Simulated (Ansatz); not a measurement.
# From O to Te: the HOMO–LUMO gap

Gas-phase molecules, one atom swapped for its congeners: C2H8OSi `CCO[SiH3]`; C2H8SSi `CCS[SiH3]`; C2H8SeSi `CC[Se][SiH3]`; C2H8SiTe `CC[Te][SiH3]`. All are singlets with charge 0.

Shapes, held fixed at every level: PBE0-D4/def2-TZVP. Flexible molecules stand in one conformer, not always the lowest. Programs: Ansatz 0.2.0. Values in eV.

```tsv
level	C2H8OSi	C2H8SeSi	C2H8SiTe
PBE-D4/def2-TZVPP	6.08	4.48	3.55
r2SCAN-D4/def2-TZVPP	6.87	5.01	3.98
BHLYP-D4/def2-TZVPP	10.76	8.32	7.08
PBE0-D4/def2-TZVPP	8.46	6.47	5.37
wB97M-V/def2-TZVPP	12.47	10.37	9.20
wB97X-V/def2-TZVPP	12.91	10.77	9.52
```

Problem. Estimate the column for C2H8SSi from its neighbours.

Solution. The mean of the neighbours at wB97X-V/def2-TZVPP is 11.84 eV, against 11.48 from the run: the member lies nearer Se. All rows: PBE-D4/def2-TZVPP 5.03; r2SCAN-D4/def2-TZVPP 5.62; BHLYP-D4/def2-TZVPP 9.05; PBE0-D4/def2-TZVPP 7.11; wB97M-V/def2-TZVPP 11.01; wB97X-V/def2-TZVPP 11.48 eV. At wB97X-V/def2-TZVPP the HOMO–LUMO gap falls at every step, from 12.91 to 9.52 eV. Every level shows the same order. For atoms past krypton def2 sets carry core potentials with scalar relativity. Relativity is left out for Se. Orbital gaps aren't excitation energies, and the LUMO depends on the basis.

The gap narrows from O to Te at every level, but unevenly: the step from O to S is the largest and that from S to Se the smallest, which is why a simple mean of the neighbours overestimates the sulfur member. The HOMO is probably mainly the chalcogen p lone pair, which rises in energy as the valence shell becomes larger and less tightly bound. Weaker overlap in the bonds to carbon and silicon should also lower the σ* orbitals. Oxygen stands apart because its 2p shell is unusually compact, whereas the filled 3d shell of selenium screens the nuclear charge incompletely and keeps its valence p level close to that of sulfur.

The choice of functional shifts the gap by more than the whole substitution series does, probably in large part through the differing share and range of exact exchange. The ordering is therefore much better supported than any absolute gap. Without the separate orbital energies, the narrowing can't be divided between a rising HOMO and a falling LUMO.
